Dear colleague,

The lens shape of your martensite plates in Fe–30 wt.% Ni and the shape function of Nabarro's incoherent particle (1940) both follow from one small model. It has one elastic mode, one internal variable for the interface, and two coordinates for the nucleus. I solve it in closed form below, and then put in numbers.

**Conventions.** The matrix is infinite, isotropic and linearly elastic, with shear modulus $\mu$, Poisson ratio $\nu$ and bulk modulus $K=2\mu(1+\nu)/[3(1-2\nu)]$. The particle is a spheroid with equatorial radius $a$ and polar semi-axis $c$ along $x_3$. Its aspect ratio is $\rho=c/a$ and its volume is $V=\tfrac43\pi a^2c$. The stress-free transformation strain $\varepsilon^0$ is a tensor strain, uniform in the particle. $U$ is the total elastic energy of particle plus matrix, divided by $V$. The driving force $\Delta g$ per volume is counted positive.

## One mode: a stack of lamellae

Let particle and matrix share the same moduli for now. Write the misfit field as $\varepsilon^0\theta(\mathbf r)$, with $\theta=1$ inside and 0 outside, and expand $\theta$ in plane waves. A wave with direction $\mathbf n$ is a stack of flat lamellae. A displacement wave along $\mathbf n$ produces only strains of the form $\tfrac12(n_iv_j+v_in_j)$, and these have no component in the plane normal to $\mathbf n$. The in-plane part $\varepsilon_P=P\varepsilon^0P$, with $P=1-\mathbf n\mathbf n^T$, therefore stays as elastic strain, while the other components relax until the traction on the lamellae vanishes. With $t=\mathrm{tr}\,\varepsilon_P$ and the Lamé constant $\lambda$, the energy density is $\tfrac12\lambda(t+\varepsilon_{nn})^2+\mu(\varepsilon_P\!:\!\varepsilon_P+\varepsilon_{nn}^2)$. Its minimum lies at $\varepsilon_{nn}=-\lambda t/(\lambda+2\mu)$, and $\lambda/(\lambda+2\mu)=\nu/(1-\nu)$, so

$$w(\mathbf n)=\mu\left[\varepsilon_P\!:\!\varepsilon_P+\frac{\nu}{1-\nu}(\mathrm{tr}\,\varepsilon_P)^2\right].$$

Different waves do not couple, so $UV=\int d^3k\,(2\pi)^{-3}|\theta(\mathbf k)|^2w(\mathbf n)$, and the weight $|\theta|^2$ integrates to $V$. For a spheroid $\theta(\mathbf k)$ depends only on the length of $(ak_1,ak_2,ck_3)$, so the direction of that stretched vector is uniformly distributed. Call its polar cosine $u$. Then

$$q\equiv1-n_3^2=\frac{\rho^2(1-u^2)}{u^2+\rho^2(1-u^2)},$$

and $U$ is the average of $w$ over the azimuth and over $u$ from 0 to 1. Only two moments will be needed. With $\kappa=\int_0^1du/[\rho^2+(1-\rho^2)u^2]$,

$$q_1=\langle q\rangle=\frac{\rho^2(\kappa-1)}{1-\rho^2},\qquad q_2=\langle q^2\rangle=\frac{\rho^4}{(1-\rho^2)^2}\left[\frac{1+\kappa}{2\rho^2}-2\kappa+1\right],$$

where $\kappa=\arccos\rho/(\rho\sqrt{1-\rho^2})$ for oblate and $\kappa=\operatorname{arcosh}\rho/(\rho\sqrt{\rho^2-1})$ for prolate shapes. The sphere has $q_1=2/3$ and $q_2=8/15$, the needle has $q_1=q_2=1$, and the thin disc has

$$q_1=\frac{\pi\rho}{2}-2\rho^2+\dots,\qquad q_2=\frac{\pi\rho}{4}+O(\rho^3).$$

## One internal variable: the incoherent interface

An incoherent particle is one whose atoms can rearrange, by interface sliding and diffusion, until it holds no shear stress. Its volume misfit $\Delta=\mathrm{tr}\,\varepsilon^0$, the excess of its free volume over that of the hole as a fraction of $V$, is fixed. Its free shape is not. The particle is stiff only against compression: it acts as an incompressible fluid. A particle rigid in shape as well would be a different problem, with no cheap disc limit.

Eshelby (1957) showed that the stress $\sigma$ inside an ellipsoid with uniform $\varepsilon^0$ is uniform, so a uniform change of free shape can remove all interior shear. Axial symmetry leaves one variable $\eta$:

$$\varepsilon^0=\mathrm{diag}(\alpha,\alpha,\alpha+\eta),\qquad \alpha=\frac{\Delta-\eta}{3}.$$

Since $U=-\tfrac12\sigma\!:\!\varepsilon^0$ is a quadratic form, $dU=-\sigma\!:\!d\varepsilon^0=-\tfrac23(\sigma_{33}-\sigma_{11})\,d\eta$. The minimum over $\eta$ is exactly the hydrostatic state. For any $\mathbf n$ the principal values of $\varepsilon_P$ are $\alpha$ along the azimuthal direction and $\alpha+\eta q$ along the meridian. Inserting them and averaging, with $g=2(1+\nu)/9$,

$$U(\eta)=\frac{\mu}{1-\nu}\Big\{g\big[\Delta^2+\Delta\eta(3q_1-2)+\eta^2(1-3q_1)\big]+\eta^2q_2\Big\}.$$

At $\eta=0$ this is independent of shape, so a coherent pure dilatation favours no shape. The minimum is

$$\eta^*=\frac{g(2-3q_1)\Delta}{2[g(1-3q_1)+q_2]},\qquad U_K=\frac{\mu\Delta^2G}{1-\nu},\qquad G=g-\frac{g^2(3q_1-2)^2}{4[g(1-3q_1)+q_2]}.$$

This particle is a fluid of bulk modulus $K$. Its pressure $p$ compresses it by $p/K$ and opens the cavity by $p\chi$, where $\chi$ is the cavity compliance. So $\Delta=p(1/K+\chi)$ and $U_K=\tfrac12p\Delta$, which gives $\chi=\Delta^2/2U_K-1/K$. The incompressible particle stores $U=\Delta^2/2\chi$. Written in Nabarro's form,

$$U=\tfrac23\mu\Delta^2F,\qquad F(\rho,\nu)=\frac34\left[\frac{1-\nu}{2G}-\frac{3(1-2\nu)}{2(1+\nu)}\right]^{-1}.$$

For an incompressible matrix, $\nu=1/2$, this collapses to

$$F=1-\frac{(3q_1-2)^2}{4(1-3q_1+3q_2)}.$$

## The three limits

*Sphere.* Here $\eta^*=0$ and $G=g$, the bracket equals $3/4$, and $F=1$ for every $\nu$. The direct field confirms it. Outside a pressurised spherical hole $u_r=pa^3/4\mu r^2$, so $\chi=3u_r(a)/ap=3/4\mu$.

*Needle.* Here $G=g-g^2/[4(1-2g)]$, the bracket equals 1, and $F=3/4$ for every $\nu$. Outside a long cylindrical hole $u_r=pa^2/2\mu r$, so $\chi=1/\mu$ and $U=\tfrac12\mu\Delta^2$. At $\nu=1/2$ one finds $\eta^*=-\Delta/2$, so the axial misfit $\alpha+\eta^*$ vanishes.

*Disc.* Here $\eta^*\to\Delta$: the whole misfit goes into the thickness. To first order in $\rho$ the terms in $q_1$ cancel and $G\to q_2$. The $1/K$ term is of higher order, and

$$U=\frac{\pi\mu\Delta^2}{4(1-\nu)}\frac ca,\qquad F=\frac{3\pi}{8(1-\nu)}\frac ca.$$

The general statement is usually quoted as $F=1$, $3/4$ and $3\pi c/4a$. The model gives the first two for any $\nu$ and the third for $\nu=1/2$ only. For $\nu=0.3$ the slope is 1.683 in place of 2.356, so the quoted disc value is 40 % too high for such a matrix. Between the limits the closed form gives:

| $\rho$ | $q_1$ | $q_2$ | $F$, $\nu=0.5$ | $F$, $\nu=0.3$ |
|---|---|---|---|---|
| 0.05 | 0.0738 | 0.0391 | 0.117 | 0.088 |
| 0.2 | 0.2495 | 0.1508 | 0.444 | 0.377 |
| 0.5 | 0.4728 | 0.3333 | 0.855 | 0.827 |
| 1 | 2/3 | 8/15 | 1 | 1 |
| 2 | 0.8264 | 0.7328 | 0.920 | 0.915 |
| 10 | 0.9797 | 0.9642 | 0.769 | 0.768 |

The linear disc law gives 0.118 and 0.084 at $\rho=0.05$, and 0.471 and 0.337 at $\rho=0.2$. The sphere is the maximum of $F$, because $G$ falls below $g$ whenever $q_1\ne2/3$.

## The martensite plate in the same model

Your plates are not incoherent. They form without diffusion behind a glissile, semicoherent interface, and they carry shear. What they share with the incoherent disc is the linear law. The macroscopic shape change is an invariant-plane strain on the habit plane, which I take normal to $x_3$: a dilatation $\varepsilon^0_{33}=\xi$ and a shear $\varepsilon^0_{13}=\varepsilon^0_{31}=s/2$, with $s$ the engineering shear. For $\mathbf n$ along $x_3$ one has $\varepsilon_P=0$ and $w=0$, so only the tilted waves that build the rim cost energy.

The dilatation is the case $\alpha=0$, $\eta=\xi$, giving $U_\xi=\mu\xi^2q_2/(1-\nu)$. In the thin limit this is the incoherent disc with $\Delta=\xi$. For the shear, the projection gives $w=\tfrac12\mu s^2[n_2^2+2n_1^2n_3^2/(1-\nu)]$. The azimuthal average turns $n_2^2$ into $q/2$ and $n_1^2n_3^2$ into $q(1-q)/2$, so

$$U_s=\frac{\mu s^2}{2}\left[\frac{q_1}{2}+\frac{q_1-q_2}{1-\nu}\right].$$

The cross term in $s\xi$ is odd under $x_1\to-x_1$ and averages to zero. Expanding in $\rho$,

$$U=A\rho-B\rho^2+\dots,\qquad A=\frac{\pi\mu}{4(1-\nu)}\left[\xi^2+\frac{2-\nu}{2}s^2\right],\qquad B=\frac{(3-\nu)\mu s^2}{2(1-\nu)}.$$

## Two coordinates: the saddle

Keep $U=Ac/a$ and the area $2\pi a^2$ of the two broad faces, with interface energy $\gamma$. The work of formation is

$$W(a,c)=2\pi a^2\gamma-\tfrac43\pi a^2c\,\Delta g+\tfrac43\pi ac^2A.$$

The condition $\partial W/\partial c=0$ gives $c/a=\Delta g/2A$, with no $\gamma$ in it. The condition $\partial W/\partial a=0$ gives $3a\gamma-2ac\,\Delta g+c^2A=0$. Putting $cA=a\Delta g/2$ into the last term leaves $3\gamma=\tfrac32c\,\Delta g$. Hence

$$c^*=\frac{2\gamma}{\Delta g},\qquad a^*=\frac{4A\gamma}{\Delta g^2},\qquad W^*=\frac{32\pi A^2\gamma^3}{3\,\Delta g^4}.$$

In the scaled variables $x=a/a^*$ and $y=c/c^*$ no parameter remains:

$$W/W^*=3x^2-4x^2y+2xy^2.$$

Surface, chemical and elastic terms stand as $3:-4:2$ at the stationary point. The Hessian there has rows $(-2,-4)$ and $(-4,4)$, with eigenvalues $6$ and $-4$, so the point is a saddle. The unstable direction is $(\delta x,\delta y)\propto(2,1)$. It is tangent to the curve of best shape at fixed volume. Minimising $3x^2+2xy^2$ at fixed $x^2y$ gives $x=y^2$, which is $c^2=\gamma a/A$. Along that curve $W/W^*=5y^4-4y^5$, with its maximum 1 at $y=1$.

The elastic term also changes the power of the driving force. A strain-free sphere has a barrier proportional to $\Delta g^{-2}$. The plate has $W^*=2\pi\gamma^3/[3\rho^{*2}(\Delta g/2)^2]$: half of the driving force is spent on strain, and the aspect ratio $\rho^*$ itself shrinks with $\Delta g$, which supplies the other two powers.

## Numbers for Fe–30 wt.% Ni

Every entry of the following list is a typical or assumed input and none is a measurement on your alloy.

- Typical martensite start temperature $M_s=240$ K, so $k_BT=0.0207$ eV.
- Typical austenite lattice parameter 0.359 nm, so the atomic volume is $\Omega=0.01157$ nm$^3$.
- Typical driving force at $M_s$ of 13 meV per atom, so $\Delta g=1.124$ eV/nm$^3$.
- Typical shape strain $s=0.20$ and $\xi=0.03$.
- Assumed isotropic moduli $\mu=65$ GPa $=405.7$ eV/nm$^3$ and $\nu=0.30$, the same in both phases.
- Typical semicoherent interface energy $\gamma=0.15$ J/m$^2$ $=0.936$ eV/nm$^2$.

The prefactor is $\pi\mu/4(1-\nu)=455.2$ eV/nm$^3$. The dilatation contributes 0.41 and the shear 15.48 eV/nm$^3$, so $A=15.89$ eV/nm$^3$. The Nabarro term is 2.6 % of $A$, and the plate is thin because of the shear. The model's saddle is

$$\rho^*=0.035,\qquad c^*=1.67\ \text{nm},\qquad a^*=47\ \text{nm},\qquad W^*=4.35\times10^3\ \text{eV}.$$

The nucleus holds $1.3\times10^6$ atoms, and $W^*/k_BT=2.1\times10^5$.

It is instructive to switch the shear off. With $A=0.41$ eV/nm$^3$ the formula returns $\rho^*=1.4$, outside the range where $U=A\rho$ holds. An incoherent sphere with $\Delta=0.03$ stores only $\tfrac23\mu\Delta^2=0.243$ eV/nm$^3$, or 22 % of $\Delta g$. The plate formulas require $\Delta g\ll2A$, and a volume misfit of this size does not meet that condition at this driving force.

**Neglected terms.** A small change of $W(a,c)$ shifts the saddle value, to first order, by its value at the unperturbed saddle. The elastic term there is $2W^*$, so the $B$ term changes the barrier by the fraction $-2B\rho^*/A$. With $B=31.3$ eV/nm$^3$ the barrier drops by 14 %, to $3.7\times10^3$ eV. The true spheroid area exceeds $2\pi a^2$ by the fraction $\rho^2\ln(2/\rho)$ for small $\rho$, and since the surface term is $3W^*$, this raises the barrier by 1.5 % if $\gamma$ is uniform over the surface.

Isotropy is the coarser assumption, and the end members show its scale. For bcc Fe the compiled room-temperature constants (Sha 2006) are $C_{11}=232.2$, $C_{12}=135.6$ and $C_{44}=117$ GPa, so $C'=(C_{11}-C_{12})/2=48.3$ GPa. For fcc Ni (compiled by Blaschke) they are 248.1, 154.9 and 124.2 GPa, so $C'=46.6$ GPa. Since $W^*\propto\mu^2$ at fixed $\nu$, using $C_{44}$ in place of $C'$ would multiply the barrier by 5.9 for Fe and 7.1 for Ni. A real habit plane samples a mixture of the two. The Voigt average $(2C'+3C_{44})/5$ and the Reuss average $5/(2/C'+3/C_{44})$ for Fe are 89.5 and 74.6 GPa, which would raise $W^*$ by factors of 1.9 and 1.3. I assumed a lower $\mu$ because austenite near the Invar composition is typically soft in $C'$. The model's barrier is thus a few thousand eV, and one figure is all that it supports: about $4\times10^3$ eV.

**What thermal activation could supply.** An upper estimate of the homogeneous rate is $n\,\nu_D\exp(-W^*/k_BT)$, with every atom a site, $n=1/\Omega=8.6\times10^{22}$ cm$^{-3}$. For the attempt frequency I use the compiled Debye temperature of bcc Fe, 470 K (Wikipedia), which gives $\nu_D=k_B\Theta_D/h=9.8\times10^{12}$ s$^{-1}$. It enters only through a logarithm, so pure Fe serves. One nucleus per cm$^3$ per second needs $W^*\le83\,k_BT=1.7$ eV. An assumed interface energy of 0.02 J/m$^2$, of the size that belongs to a coherent boundary, gives $c^*=0.22$ nm, $a^*=6.3$ nm and $W^*=10$ eV, still $5.0\times10^2\,k_BT$. That case is generous, because a fully coherent particle lacks the lattice-invariant shear that makes the habit plane invariant, and its strain energy would not vanish as $\rho\to0$. To reach 1.7 eV one needs $\gamma=0.011$ J/m$^2$. The half-thickness is then 0.12 nm, and a continuum spheroid no longer describes the object.

**How far the model misses your alloy.** As typical knowledge, plates do form in copious numbers at $M_s$, and where the kinetics of Fe–Ni based martensite is thermally activated the apparent barriers are typically of order 1 eV or less. The model's homogeneous barrier lies more than three orders of magnitude above that. The saddle is correct for a perfect crystal, and the conclusion is that plates do not start there. They start at defects whose stress field pays for the elastic term, or whose dissociation supplies the interface, as in the faulting mechanism of Olson and Cohen (1976). The aspect ratio misses in a milder way: grown lenticular plates typically show $c/a$ of order 0.1, some 3 times the model's $\rho^*$, which is the direction expected when plastic flow in the austenite relaxes part of the strain energy.

The relation $c/a=\Delta g/2A$ is the part you can test. It came from $\partial W/\partial c=0$ alone, so it holds for a thin plate of any radius whose broad faces move freely and whose surroundings stay elastic. A plate stopped radially by grain boundaries should then thicken in proportion to $\Delta g$ on cooling and thin again on heating. With $\Delta g(T)$ from an independent thermodynamic assessment, the slope of $c/a$ against $\Delta g$ gives $1/2A$ with no knowledge of $\gamma$. The $B$ term bends the line upward, since the condition then reads $\Delta g=2A\rho-3B\rho^2$. A thickness that does not return on heating measures the friction on the interface and the plastic accommodation that this elastic model leaves out.